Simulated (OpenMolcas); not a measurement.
How basis sets differ on AlH2O2F (SMILES [OH][Al]([OH])[F])

AlH2O2F has 6 atoms, charge 0, and is taken as a singlet. As SMILES, `[OH][Al]([OH])[F]`. The shape is that of a PBE0-D4/def2-TZVP optimisation. This is one conformer, not always the lowest.

Quantity: the HOMO–LUMO gap, in eV. The values are calculated.

```csv
level,kind,program,value (eV)
HF/STO-3G,Hartree–Fock,OpenMolcas,19.50
HF/3-21G,Hartree–Fock,OpenMolcas,15.83
HF/def2-SVP,Hartree–Fock,OpenMolcas,15.89
HF/def-TZVP,Hartree–Fock,OpenMolcas,15.75
```

The values span 15.75 to 19.50 eV. A Hartree–Fock LUMO above zero doesn't converge with the basis: it sinks as sets grow more diffuse. Orbital gaps aren't excitation energies.

The minimal basis stands apart: HF/STO-3G gives 19.50 eV, while the split-valence sets lie between 15.75 and 15.89 eV. The decisive step is thus the added radial freedom in the valence shell. In a three-coordinate aluminium(III) compound, the HOMO is expected to be mainly oxygen lone pair in character, and the LUMO to have much aluminium 3p character. A single fixed contraction cannot let that empty orbital expand, which probably leaves it too high in energy. Because minimal sets also tend to bind lone pairs too weakly, which by itself would narrow the gap, the excess most likely comes from the virtual side.

Beyond this step the decrease is not strictly monotonic, as def2-SVP lies slightly above 3-21G. Polarisation functions therefore bring no clear further narrowing, perhaps because they shift both frontier levels similarly. The gaps alone cannot confirm this division, since they do not give the separate HOMO and LUMO energies.
